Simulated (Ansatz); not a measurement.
W: opening a crack plane

W, Im-3m, a = 3.154 Å. Ansatz: PBEsol, PAW, 420 eV, Γ-centred 23×23×7 mesh on 4 atoms, Gaussian smearing 0.15 eV; no spin polarisation. One cut on (011) per cell of 4 atoms is opened rigidly by x, between planes of W and W that stand 2.23 Å apart; y is the energy per area (7.036 Å², 1 eV/Å² = 16.02 J/m²).

| x (Å) | y (J/m²) |
| --- | --- |
| 0.00 | 0.000 |
| 0.25 | 0.512 |
| 0.50 | 1.588 |
| 0.75 | 2.794 |
| 1.00 | 3.901 |
| 1.50 | 5.522 |
| 2.00 | ? |
| 3.00 | 7.100 |
| 4.50 | 7.244 |
| 6.00 | 7.251 |

**Question.** Fit the universal binding curve y = W[1 − (1 + x/l) e^(−x/l)] to the other rows, give the peak stress, and predict the missing value.

**Answer.** Least squares gives W = 7.29 J/m² and l = 0.558 Å. The stress dy/dx peaks at x = l with W/(e l) = 48.1 GPa, for rigid faces. At x = 2.00: x/l = 3.584, y = 6.362 J/m². The run gave 6.423 J/m², so the fit is 0.061 J/m² too low, within twice the rms miss on the fitted rows (0.040 J/m²).

Spin–orbit coupling is left out, which can shift energies with elements as heavy as these.

Cost: 12 runs of about 14 core-minutes in all, on Arm Neoverse V1 (shared hosts).

The energy climbs steeply and is almost flat by 4.50 Å, so cohesion across the cut is strong but short-ranged. Tungsten's roughly half-filled d band occupies mainly bonding states, and separating the faces removes the d–d overlap that stabilises them. Because this overlap decays roughly exponentially and metallic screening suppresses longer-ranged electrostatic forces, the universal form captures most of the curve. The steepest tabulated rise, between 0.50 and 0.75 Å, brackets the fitted l and supports the estimated peak stress.

The remaining misfit is systematic: the fit lies above the data at small openings, below them from 1.50 to 3.00 Å, and above them again on the plateau. A single decay length is therefore probably too simple for combined d and sp bonding, and the computed plateau of 7.251 J/m² is a better measure of the work of separation than the fitted W. With only one orientation opened, the curve doesn't identify the preferred cleavage plane, which in real tungsten is usually {100} despite the closer packing of {011}.
